In this two-atom BiTe crystal, a change in the electron wave's phase from atom to atom can shift a p level by more than 3 eV. Such shifts decide how many levels are filled at each point. The table lists levels at scattered points of the k mesh, from PBE without spin-orbit coupling, counted from the Fermi energy. What levels belong to the last row?

Kohn–Sham levels of two-atom BiTe, atoms displaced at random by about 0.05 Å, counted from the Fermi energy. Quantum ESPRESSO 7.5, PBE without spin polarisation or spin-orbit coupling, SSSP 1.3 efficiency ultrasoft pseudopotentials, 748.313 eV wavefunction cutoff, 7×7×7 k mesh, Fermi–Dirac smearing of 0.05 eV.

| point a (reciprocal cell vector) | point b (reciprocal cell vector) | point c (reciprocal cell vector) | level under 4 (eV) | level under 3 (eV) | level under 2 (eV) | level under 1 (eV) | level over 1 (eV) | level over 2 (eV) |
| --- | --- | --- | --- | --- | --- | --- | --- | --- |
| 0.0000 | 0.0000 | 0.0000 | -8.167 | -2.583 | -2.567 | -2.555 | 2.137 | 2.158 |
| -0.4286 | -0.4286 | -0.4286 | -1.725 | -0.695 | -0.516 | -0.493 | 6.574 | 7.632 |
| 0.0000 | -0.4286 | 0.1429 | -3.588 | -2.468 | -2.326 | -0.019 | 0.000 | 1.452 |
| -0.2857 | -0.4286 | -0.2857 | -1.905 | -1.699 | -0.504 | -0.442 | 2.177 | 5.136 |
| 0.8571 | 0.4286 | 0.4286 | -10.287 | -5.562 | -3.873 | -3.847 | 2.471 | 2.942 |
| 0.4286 | -0.4286 | 0.1429 | -10.414 | -5.155 | -4.390 | -2.902 | 1.342 | 2.952 |
| -0.4286 | -0.7143 | -0.2857 | ? | ? | ? | ? | ? | ? |

**Row 1: every chain fully coupled.** Bi and Te each have six near neighbours, roughly at right angles. Their p orbitals therefore form three crossing chains, Bi–Te–Bi–Te, one along each direction. At the first point the wave has the same phase in every cell, and each orbital couples fully to both neighbours in its chain. Three bonding levels lie near −2.6 eV and antibonding levels begin at 2.1 eV.

That step is not a band gap. Each cell brings seven p electrons for six p bands, so on average three and a half bands are filled and the crystal is a metal. The number of filled levels must change from point to point, and a column does not follow one band.

**Row 2: the coupling nearly cancels.** Here the contributions from an orbital's two chain neighbours arrive almost in opposite phase. Bonding and antibonding levels close up around −1.1 eV, so both kinds end up under zero. The next level lies at 6.6 eV and belongs, on this reading, to a band above the p bands.

The strength of each chain follows from the three coordinates $k_a, k_b, k_c$ in the table. The cell's edges and angles are those of a face-centred cubic lattice, so the chain along $x$ has

$$c_x=\cos[\pi(k_b+k_c-k_a)],$$

and $c_y$ and $c_z$ follow by exchanging the roles of the coordinates. The atoms, however, were moved at random by about 0.05 Å from their regular sites, so the six contacts of an atom are not all equal and the triplet in row 1 is slightly split. A value near ±1 means strong coupling, and a value near zero means almost none.

**Rows 3 and 4: two weak chains.** Two chains are weak in each of these rows, and the third is stronger. Orbitals also touch sideways, with a coupling of opposite sign, so the effective strength is $S_x=c_x-s(c_y+c_z)$. The sideways part weakens the coupling in row 2 but strengthens it for the two weak chains of row 3. Their antibonding levels rise to −0.019 and 0.000 eV, where both are partly filled, so the tiny step between them is no gap either. In row 4, with the value of $s$ fitted below, the sideways part nearly cancels the coupling of the two weak chains, and their antibonding levels stay filled near −0.5 eV.

**Rows 5 and 6: no weak chain.** All the antibonding levels are now empty, the lowest of them at 1.3 eV in row 6. The fourth level under zero drops to about −10 eV, far below the p levels and probably of s character. A level that deep in this column marks a point where only three p levels are filled.

**The model and the last row.** Each chain is a two-level problem. With a centre $M$, a coupling $VS$ and a term $D$ for whatever still splits the levels when that coupling vanishes, such as the difference between Bi and Te or unequal contacts, its levels are

$$E_\pm=M\pm\sqrt{D^2+V^2S^2}.$$

The centre drifts with the cosines, as coupling between like atoms and orbital overlap would make it do. Six constants were fitted to one bonding and one antibonding level from each of the six known rows.

The last row has cosines −0.222, 1 and −0.901: one weak chain and two strong ones. For the weak chain $S=-0.2224-0.1633\times(1-0.901)=-0.2386$. The fit gives $D^2=0.235$ eV² and $V^2=11.6$ eV², so the root is $\sqrt{0.235+11.6\times0.2386^2}\approx0.95$ eV. Around the fitted centre of −1.15 eV, this puts the two levels near −0.2 and −2.1 eV.

The strong chains resemble the two strongest in row 6. Three of their levels are therefore taken from that row, with the model supplying only the change; the highest comes from the model alone. The forecast, with error bars set by judgement, is:

- level under 4: −5.0 ± 0.3 eV
- level under 3: −4.5 ± 0.3 eV
- level under 2: −2.1 ± 0.3 eV
- level under 1: −0.2 ± 0.3 eV
- level over 1: 2.7 ± 0.4 eV
- level over 2: 3.4 ± 0.6 eV

The weak chain's antibonding level should thus lie just under zero, with a wide step on either side. Its error bar reaches past zero, however, and if the level falls above, every entry moves by one column.

The withheld rows as computed:

| point a (reciprocal cell vector) | point b (reciprocal cell vector) | point c (reciprocal cell vector) | level under 4 (eV) | level under 3 (eV) | level under 2 (eV) | level under 1 (eV) | level over 1 (eV) | level over 2 (eV) |
| --- | --- | --- | --- | --- | --- | --- | --- | --- |
| -0.4286 | -0.7143 | -0.2857 | -10.922 | -5.110 | -4.525 | -2.018 | 0.091 | 3.180 |

**What came out.** The level lies at 0.09 eV, on the wrong side of zero for the forecast. Column by column, five of the six forecasts fail, the worst by almost 6 eV. Only level over 2 falls within its range, and that is no success, because the number there belongs to a different level from the one forecast.

The deep level identifies the shift. Level under 4 is −10.9 eV, close to its counterparts in rows 5 and 6, so only three p levels are filled here too. Matched in order of energy, the forecasts of −5.0, −4.5 and −2.1 eV for the bonding levels each come within about 0.1 eV. The picture of one weak and two strong chains survives, while the forecast of which levels are filled does not.

The antibonding side is less accurate. The weak chain's level came out 0.3 eV above its forecast, at the very edge of the error bar. The next one, at 3.18 eV against a forecast of 2.7 eV, lies outside its range. The highest forecast level remains untested, since it would now lie beyond the last column.

The model also placed an upper level of row 5 too low, by 0.4 eV, and the lowest p levels of rows 5 and 6 too high, by 0.4 and 0.3 eV. Mixing between the chains and with the deeper s levels, both left out of the model, may explain part of this. It can hardly explain the lowest p level of row 5: that level belongs to the chain with cosine 1, where symmetry forbids both kinds of mixing if the atoms sit on their regular sites. The weak chain shows the limit of the model most clearly. Its strength and its fitted centre both lie between those in rows 2 and 3, yet its antibonding level lies above those of both rows, so these two quantities alone do not fix the energy to a tenth of an eV.

Such a small distance from zero should not be carried over to a real material. Spin-orbit coupling in Bi and Te can move p levels by tenths of an eV or more, enough to carry this one across zero. This simple cell is also not the known layered form of BiTe. What should carry over to other points of this mesh is a rough rule: a cosine near zero tends to leave an antibonding level fairly close to the Fermi energy, and a cosine near ±1 tends to send it much higher, above 2 eV in every such case listed here. The sideways coupling shifts the level in both cases.

The printed output below gives the fit and all the forecasts; its large misses for the last row come from comparing levels that are one column apart.

The analysis program printed:

```
fit of halfsq on 6 rows: constant 0.2349 +/- 0.095, coefficient of (cn - s*(ct - cn))**2 11.6 +/- 0.23, s 0.1633; rms 0.117, worst -0.4286 0.23, leave-one-out rms 0.683
  rows outside the fit (model, value, miss): -0.4286 0.895, 1.571, -0.676
fit of middle on 6 rows: constant -1.184 +/- 0.053, coefficient of cn**2 0.69 +/- 0.12, coefficient of cn*(ct - cn) 0.1448 +/- 0.065; rms 0.0639, worst 0.4286 -0.127, leave-one-out rms 0.214
  rows outside the fit (model, value, miss): -0.4286 -1.153, -3.272, 2.12
Chain cosines and the six model p levels in eV, lowest first:
      row    cos x    cos y    cos z      p1      p2      p3        p4        p5       p6
      0.0        1        1        1  -2.548  -2.548  -2.548     2.139     2.139    2.139
  -0.4286   0.2224   0.2224   0.2224  -1.839  -1.839  -1.839   -0.4322   -0.4322  -0.4322
      0.0   0.6235  -0.2227  -0.2227  -3.376  -2.257  -2.257  -0.06832  -0.06832    1.464
  -0.2857   0.2224    0.901   0.2224  -3.428  -1.616  -1.616   -0.6114   -0.6114    2.296
   0.8571        1  -0.9009  -0.9009  -5.189  -3.798  -3.798     2.523     2.523    3.679
   0.4286  -0.6235       -1   0.9009  -4.836  -4.127  -3.031     1.217     3.058    3.164
  -0.4286  -0.2224        1   -0.901  -4.716   -4.26  -2.099   -0.2072     2.809    3.402
Row 5, level over 2, model less computed (eV): -0.4186
Row 6, level under 3, model less computed (eV): 0.3186
Row 7 forecast, under 4, bar 0.3 (eV): -5.035
Row 7 forecast, under 3, bar 0.3 (eV): -4.523
Row 7 forecast, under 2, bar 0.3 (eV): -2.099
Row 7 forecast, under 1, bar 0.3 (eV): -0.2072
Row 7 forecast, over 1, bar 0.4 (eV): 2.703
Row 7 forecast, over 2, bar 0.6 (eV): 3.402
Row 7 under 4, forecast less computed (eV): 5.887
Row 7 under 3, forecast less computed (eV): 0.5871
Row 7 under 2, forecast less computed (eV): 2.426
Row 7 under 1, forecast less computed (eV): 1.811
Row 7 over 1, forecast less computed (eV): 2.612
Row 7 over 2, forecast less computed (eV): 0.2224
```
